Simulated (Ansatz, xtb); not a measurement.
Relative energy of two isomers of C7H4BN

Structure X is `C#CB1C=CC=C1C#N`, a singlet and structure Y is `C#CB1C=CC(C#N)=C1`, a singlet. Both are isolated molecules in the gas phase, relaxed with PBE0-D3(BJ)/def2-SVP.

Quicker runs give these differences E(Y) − E(X): GFN2-xTB +2.29 kcal/mol; HF/STO-3G +1.67 kcal/mol (at GFN2-xTB geometries); r2SCAN-D4/def2-SVP +2.68 kcal/mol (at GFN2-xTB geometries).

**Question.** Estimate E(Y) − E(X) at the level CCSD(T)/def2-SVP + ΔMP2/def2-TZVPP.

**Answer.** Calculated at CCSD(T)/def2-SVP + ΔMP2/def2-TZVPP: E(Y) − E(X) = +1.95 kcal/mol, so structure X lies lower.

How the difference moves with the method:

```
                             level              geometry  E(Y) − E(X) (kcal/mol)  departure from the last row (kcal/mol)  job, with rough time for the two
                          GFN2-xTB              GFN2-xTB                     +2.29                                   +0.34              optimisation, 0.79 s
                         HF/STO-3G              GFN2-xTB                     +1.67                                   −0.28                 single point, 2 s
                r2SCAN-D4/def2-SVP              GFN2-xTB                     +2.68                                   +0.73                single point, 12 s
              PBE0-D3(BJ)/def2-SVP  PBE0-D3(BJ)/def2-SVP                     +2.55                                   +0.60             optimisation, 2.4 min
                       HF/def2-SVP  PBE0-D3(BJ)/def2-SVP                     +2.64                                   +0.69           part of the CCSD(T) run
                      MP2/def2-SVP  PBE0-D3(BJ)/def2-SVP                     +1.75                                   −0.20           part of the CCSD(T) run
                  CCSD(T)/def2-SVP  PBE0-D3(BJ)/def2-SVP                     +1.70                                   −0.25                      single point
CCSD(T)/def2-SVP + ΔMP2/def2-TZVPP  PBE0-D3(BJ)/def2-SVP                     +1.95                                                     single point, 5.6 min
```

As drawn, both hold the same kinds of bond in the same numbers.

None of the levels shown reverses the order. The largest departure from CCSD(T)/def2-SVP + ΔMP2/def2-TZVPP is that of r2SCAN-D4/def2-SVP, 0.73 kcal/mol. The last row adds to CCSD(T) the change of the MP2 difference between the two basis sets, here +0.25 kcal/mol.

With thermal terms from frequencies at re-optimised GFN2-xTB minima (ideal gas, soft modes damped towards free rotors, one conformer each, 298.15 K, 1 atm): the zero-point term adds +0.02 kcal/mol; ΔH is +1.96 and ΔG +2.06 kcal/mol.

The correlated steps freeze 9 core orbitals. Programs: Ansatz 0.2.0, xtb 6.7.1; the last row on 2 threads of Intel(R) Xeon(R) Processor @ 2.50GHz (Skylake/Cascade Lake) on a shared host.

The two isomers differ only in where the nitrile sits on the borole ring, and the position next to boron (X) is preferred over the one further away (Y) by a modest +1.95 kcal/mol. The likely reason is electronic. The highest occupied π orbital of a borole is butadiene-like, with a node at boron and its largest weight on the carbons beside it, so a π-accepting nitrile overlaps best there. Electropositive boron also pushes σ density onto those carbons, which an electron-withdrawing group should stabilise.

Hartree–Fock already gives this order, so correlation isn't its origin. In the same basis and at the same geometry, correlation narrows the gap from +2.64 to +1.70 kcal/mol, nearly all of it recovered by MP2. The closeness of HF/STO-3G to the final value is therefore probably a cancellation of basis and correlation errors. Thermal terms barely alter the preference. It concerns the isolated monomers and says nothing about their relative resistance to the Diels–Alder dimerisation typical of unhindered boroles.
